# Holes as antiparticles: counting charge in neutral graphene

## The problem

Our system today is graphene on oxidised silicon, with the $\pi$ electrons treated as a free Dirac field in two dimensions. The material inputs are all typical or assumed values:

- carbon–carbon distance $a_{\rm CC}=0.142$ nm;
- nearest-neighbour hopping $t=3.0$ eV, chosen so that the band velocity lies near the typical $1.0\times10^{6}$ m/s;
- second-neighbour hopping $|t'|=0.3$ eV, used only to size a neglected term;
- SiO$_2$ of thickness 300 nm and relative permittivity 3.9, on heavily doped silicon treated as a metal, with vacuum above the sheet.

The temperature is $T=300$ K. Energies and the chemical potential $\mu$ are counted from the Dirac point. $Q$ counts electrons, so the electric charge is $-eQ$ with $e>0$. We want:

(a) $H$ and $Q$ in terms of electron and hole operators;
(b) the vacuum energy per atom;
(c) the electron and hole densities and the thermal energy at $\mu=0$;
(d) the densities at $\mu=50$ meV and the gate voltage that produces them.

Unrounded values are carried between steps.

## A reminder: the complex scalar

I start with the boson, with $\hbar=c=1$ in this section only. In a box of volume $V$,

$$\phi=\sum_{\mathbf k}\frac{1}{\sqrt{2\omega_k V}}\left(a_{\mathbf k}e^{-i\omega_k\tau+i\mathbf k\cdot\mathbf r}+\bar a^\dagger_{\mathbf k}e^{i\omega_k\tau-i\mathbf k\cdot\mathbf r}\right),\qquad \omega_k=\sqrt{k^2+m^2},$$

where $\tau$ is time. The field is complex, so $a$ and $\bar a$ are independent. The energy density $\dot\phi^\dagger\dot\phi+\nabla\phi^\dagger\!\cdot\!\nabla\phi+m^2\phi^\dagger\phi$ is quadratic in the frequency and does not see its sign. The charge density $i(\phi^\dagger\dot\phi-\dot\phi^\dagger\phi)$ is linear in the frequency and does. Hence

$$H=\sum\omega_k\,(a^\dagger a+\bar a\bar a^\dagger),\qquad Q=\sum(a^\dagger a-\bar a\bar a^\dagger).$$

With commutators $\bar a\bar a^\dagger=N_{\bar a}+1$. So $H=\sum\omega_k(N_a+N_{\bar a})$ plus a positive zero-point energy $\sum\omega_k$, and after normal ordering $Q=N_a-N_{\bar a}$. The quanta of $\bar a$ have the energy of the quanta of $a$ and the opposite charge: they are the antiparticles.

## (a) The Dirac field of graphene

The tight-binding bands are $\pm t|f|$ with $f=1+e^{ix}+e^{iy}$, where $x$ and $y$ are the products of the wave vector with the two primitive lattice vectors. At a zone corner $f=0$, and at distance $k$ from it $|f|\simeq\tfrac32a_{\rm CC}k$. Therefore

$$\hbar v=\tfrac32\,t\,a_{\rm CC}=0.639\ \text{eV nm},\qquad v=9.71\times10^{5}\ \text{m/s}.$$

For each of $g=4$ flavours (two spins, two valleys, with the sublattice components ordered suitably in each valley) the one-particle Hamiltonian is $h=\hbar v\,\boldsymbol\sigma\cdot\mathbf k$. With $\gamma^0=\sigma_z$, $\gamma^1=i\sigma_y$, $\gamma^2=-i\sigma_x$ and $\bar\psi=\psi^\dagger\gamma^0$ we have $\bar\psi\gamma^\mu\psi=(\psi^\dagger\psi,\psi^\dagger\boldsymbol\sigma\psi)$: the density, and the particle current divided by $v$. For $\mathbf k$ at angle $\theta$ the eigenvectors are $u_{\mathbf k}=(1,e^{i\theta})/\sqrt2$ with energy $+E_k$ and $w_{\mathbf k}=(1,-e^{i\theta})/\sqrt2$ with energy $-E_k$, where $E_k=\hbar vk$. On an area $S$,

$$\psi=\frac1{\sqrt S}\sum_{\mathbf k}e^{i\mathbf k\cdot\mathbf r}\left(b_{\mathbf k}u_{\mathbf k}e^{-iE_k\tau/\hbar}+d^\dagger_{-\mathbf k}w_{\mathbf k}e^{iE_k\tau/\hbar}\right).$$

Now the roles are exchanged. The energy $\int\psi^\dagger h\psi$ is linear in the frequency, and $\int\psi^\dagger\psi$ contains none. Orthonormality of $u$ and $w$ gives, before any algebra is chosen,

$$H=\sum E_k\,(b^\dagger b-d\,d^\dagger),\qquad \int\psi^\dagger\psi\,d^2r=\sum(b^\dagger b+d\,d^\dagger).$$

Try the canonical commutator $[\psi_\alpha,\psi^\dagger_\beta]=\delta_{\alpha\beta}\,\delta(\mathbf r-\mathbf r')$. It demands $[d^\dagger,d]=1$, and there are two ways to build states. Let $d^\dagger$ annihilate the vacuum: norms are positive, but $d$ creates quanta of energy $-E_k$ without limit, and $H$ has no floor. Or let $d$ annihilate the vacuum: then $[H,d^\dagger]=+E_kd^\dagger$ looks right, but the norm of $d^\dagger|0\rangle$ is $\langle0|dd^\dagger|0\rangle=-1$. With the anticommutator, $\{d,d^\dagger\}=1$ is symmetric in the two operators. The choice $d|0\rangle=0$ gives norm $+1$, $dd^\dagger=1-N_d$, and

$$H=\sum E_k\,(N_b+N_d)-\sum E_k .$$

The constant runs over all negative-energy modes. For the electron field in three dimensions there are two per momentum, giving $-2\sum_{\mathbf p}E_p$. For the four two-component cones it is $-4\sum_{\mathbf k}E_k$.

**Question.** *Graphene electrons are fermions anyway. What have you proved?*

Nothing new about their statistics, which they inherit from electrons in vacuum. What graphene offers is a literal picture. The operator $d^\dagger$ removes a valence electron, and $d|0\rangle=0$ says that the valence band is full. Bosons in these bands would pile up at the bottom of the lower band, $3t=9.0$ eV below the Dirac point, and there would be no Dirac vacuum to expand about.

Now the charge. As written, $\int\psi^\dagger\psi=N_b-N_d+\sum1$, and the constant counts the valence electrons. Define instead

$$j^\mu=\tfrac12(\gamma^\mu)_{\alpha\beta}\,[\bar\psi_\alpha,\psi_\beta].$$

It differs from the normal-ordered current only by a number, its vacuum value. With $M=\gamma^0\gamma^\mu$, the term $\psi^\dagger_\alpha\psi_\beta$ picks up $dd^\dagger$ and the term $\psi_\beta\psi^\dagger_\alpha$ picks up $bb^\dagger$, so

$$\langle0|j^\mu|0\rangle=\frac1{2S}\sum_{\mathbf k}\left(w^\dagger Mw-u^\dagger Mu\right).$$

For $M=1$ this vanishes for each $\mathbf k$. For $M=\boldsymbol\sigma$ each term of the sum is $-2\hat{\mathbf k}$, which cancels between $\mathbf k$ and $-\mathbf k$ for a symmetric cutoff. So for the free field $j^\mu={:}\bar\psi\gamma^\mu\psi{:}$, and

$$Q=\sum\left[(N_b-\tfrac12)-(N_d-\tfrac12)\right]=N_b-N_d .$$

**Question.** *Is the symmetrisation physics or bookkeeping?*

On the lattice it is physics. For one $p_z$ orbital and one spin, with annihilator $c$ and occupation $\hat n$, $\tfrac12[c^\dagger,c]=\hat n-\tfrac12$. Two spins subtract one electron per atom, which is the charge $+e$ of the core left when the $\pi$ electron is removed. The cell area is $A_c=\tfrac{3\sqrt3}{2}a_{\rm CC}^2=0.05239$ nm$^2$, so the subtracted density is $2/A_c=38.2$ nm$^{-2}=3.82\times10^{15}$ cm$^{-2}$. We shall see what that would cost in volts.

## (b) Vacuum energy

On the lattice the sum is finite. The valleys both lie inside the Brillouin zone, so the constant is $-2\sum_{\rm BZ}t|f|$, the factor 2 being spin. With two atoms per cell the energy per atom is $-t\langle|f|\rangle$, averaged over $x$ and $y$. Put $s=(x-y)/2$ and $z=(x+y)/2$, so that $|f|^2=1+4\cos^2s+4\cos s\cos z$. The average over $z$ is a complete elliptic integral of the second kind, $\mathsf E(m)=\int_0^{\pi/2}\sqrt{1-m\sin^2\varphi}\,d\varphi$:

$$\langle|f|\rangle=\frac4{\pi^2}\int_0^{\pi/2}(1+2\cos s)\;\mathsf E\!\left(\frac{8\cos s}{(1+2\cos s)^2}\right)ds=1.5746 .$$

The model's vacuum energy is $-1.5746\times3.0\ \text{eV}=-4.72$ eV per atom.

In the cone picture we need a cutoff. Conserving the number of states, two discs fill the zone: $2\pi k_c^2=(2\pi)^2/A_c$, so $k_c=10.95$ nm$^{-1}$ and $\hbar vk_c=7.00$ eV. The mean of $k$ over a disc is $\tfrac23k_c$, and there is one valence electron per atom. The energy per atom is $-\tfrac23\hbar vk_c=-t\,a_{\rm CC}k_c=-1.5551\,t=-4.67$ eV, which is 1.2 % smaller in magnitude than the lattice sum.

**Question.** *So the cone works all the way down?*

No. The cone stops at 7.00 eV while the band reaches 9.0 eV. With equal numbers of states and nearly equal means, the lattice must hold more states at low energy, and the two departures cancel. The sum is dominated by the cutoff, as it is in QED. Nor is $-4.72$ eV a cohesive energy. It is the $\pi$-band energy relative to the $p_z$ level, without the $\sigma$ bonds and without the Coulomb interaction, whose unscreened scale $e^2/4\pi\varepsilon_0a_{\rm CC}=10.1$ eV exceeds it.

## (c) Neutral sheet at 300 K

The chemical potential couples to the conserved $Q$:

$$H-\mu Q=\sum(E_k-\mu)N_b+\sum(E_k+\mu)N_d+\text{const}.$$

Holes therefore carry chemical potential $-\mu$. With $n=\langle N_b\rangle/S$, $p=\langle N_d\rangle/S$, $\eta=\mu/k_BT$ and $g\int d^2k/(2\pi)^2=(2/\pi)\int k\,dk$,

$$n=n_TF_1(\eta),\quad p=n_TF_1(-\eta),\quad n_T=\frac2\pi\left(\frac{k_BT}{\hbar v}\right)^2,\quad F_1(\eta)=\int_0^\infty\frac{\xi\,d\xi}{e^{\xi-\eta}+1}.$$

Here $k_BT=25.85$ meV, $k_BT/\hbar v=0.04046$ nm$^{-1}$ and $n_T=1.042\times10^{11}$ cm$^{-2}$. At $\mu=0$, $F_1=\pi^2/12=0.8225$, so

$$n=p=8.57\times10^{10}\ \text{cm}^{-2},\qquad Q=0,\qquad n+p=1.71\times10^{11}\ \text{cm}^{-2}.$$

In the energy the two species add. With $\int_0^\infty\xi^2d\xi/(e^\xi+1)=\tfrac32\zeta(3)=1.803$,

$$\frac{\langle H\rangle-E_{\rm vac}}{S}=2\times1.803\;n_T\,k_BT=9.71\times10^{9}\ \text{eV cm}^{-2},$$

which is $2.54\ \mu$eV per atom. The sign produced by the anticommutator is what makes the hole half of this positive.

## (d) Gated sheet

At $\mu=50$ meV, $\eta=1.934$, $F_1(\eta)=3.376$ and $F_1(-\eta)=0.1396$. Then

$$n=3.52\times10^{11},\qquad p=0.146\times10^{11},\qquad n-p=3.37\times10^{11}\ \text{cm}^{-2},$$

and the sheet charge is $-e(n-p)=-54.0$ nC/cm$^2$. There is a control. The sum $G(\eta)=F_1(\eta)+F_1(-\eta)$ has second derivative $1/(e^{-\eta}+1)+1/(e^{\eta}+1)=1$, it is even, and $G(0)=\pi^2/6$. So $G=\eta^2/2+\pi^2/6$ and

$$n+p=\frac{\mu^2/\pi+\pi(k_BT)^2/3}{(\hbar v)^2}=3.66\times10^{11}\ \text{cm}^{-2},$$

the sum of the two densities above. The zero-temperature formula $\mu^2/\pi(\hbar v)^2$ would give only $1.95\times10^{11}$ cm$^{-2}$ for the net density.

The oxide capacitance is $C=3.9\,\varepsilon_0/(300\ \text{nm})=11.5$ nF/cm$^2$, so $C/e=7.18\times10^{10}$ cm$^{-2}$V$^{-1}$. Counted from the voltage $V_D$ at which the sheet is neutral, the gate voltage is the drop across the oxide plus the shift of the chemical potential:

$$V_g-V_D=\frac{e(n-p)}{C}+\frac\mu e=4.69\ \text{V}+0.05\ \text{V}=4.74\ \text{V}.$$

The gate sees $N_b-N_d$. Had we kept the constant of $\psi^\dagger\psi$ as a real charge, $3.82\times10^{15}$ cm$^{-2}$ on this capacitor would need 53 kV.

**Question.** *What would the scalar do under a gate?*

With the same dispersion and four flavours, at $\mu=0$ the Bose integral $\pi^2/6$ doubles the densities. But the occupations $1/(e^{(E\mp\mu)/k_BT}-1)$ of particles and antiparticles are both positive only for $|\mu|$ below the lowest mode energy, which is zero here. A free gapless scalar cannot sit at $\mu=50$ meV at all.

**Question.** *Second-neighbour hopping breaks electron–hole symmetry. Does $Q=N_b-N_d$ survive?*

It does, since it needs only as many valence modes as conduction modes. The extra term $-t'(|f|^2-3)$ averages to zero over the zone, because $\langle|f|^2\rangle=3$, so the band energy relative to the $p_z$ level is unchanged. Counted from the shifted Dirac point it changes $E$ by the fraction $|t'|E/t^2=0.17$ % at 50 meV. Trigonal warping is at most $ka_{\rm CC}/4=E/6t=0.28$ % there. Both are negligible.

**Question.** *Does the symmetrised charge ever differ from the normal-ordered one?*

Yes, when modes are not paired. In a perpendicular field $B$ each flavour has $eB/h$ zero-energy modes per unit area, neither $b$ nor $d$ by nature. Each contributes $\hat n-\tfrac12$. At $B=10$ T, $eB/h=2.42\times10^{11}$ cm$^{-2}$, and with the zero level empty the symmetrised density is $-4\times\tfrac12\,eB/h=-4.84\times10^{11}$ cm$^{-2}$. Normal ordering against that state would call it neutral. The lattice count $\hat n-\tfrac12$ shows that the symmetrised value is the physical one, and neutrality means a half-filled zero level.

**Question.** *And the Coulomb interaction? Your fine-structure constant is not small.*

Correct. With the mean permittivity $(1+3.9)/2=2.45$, $\alpha_g=e^2/(4\pi\varepsilon_0\times2.45\,\hbar v)=0.92$. The interaction commutes with $Q$, so $N_b-N_d$ stays conserved and $e(n-p)/C$ stays the oxide drop. It does not conserve $N_b$ and $N_d$ separately, and it changes the velocity. In first-order exchange with the filled band, expanding $1/|\mathbf k-\mathbf q|$ to first order in $k$ for $q\gg k$ gives $\delta v/v=(\alpha_g/4)\ln(k_c/k)$, or 0.23 for each factor $e$ in $k$. Our $t$ was chosen to absorb this at the energies in play, and screening by the carriers reduces the remaining drift. Since $n_T\propto v^{-2}$, the link between $\mu$ and the densities can still move by tens of per cent. The three figures above define the model, and even the second figure is not secure for a device.

The model's results are then about $-4.7$ eV per atom for the vacuum, $8.6\times10^{10}$ cm$^{-2}$ each of electrons and holes at neutrality, and $3.4\times10^{11}$ cm$^{-2}$ net electrons at 4.7 V. One miss is known in direction: graphene on SiO$_2$ typically breaks into electron and hole puddles of one to several $10^{11}$ cm$^{-2}$, so the clean-sheet $n+p$ at neutrality is too low, by up to a factor of a few. The area-averaged $n-p$ still vanishes there and still follows the gate.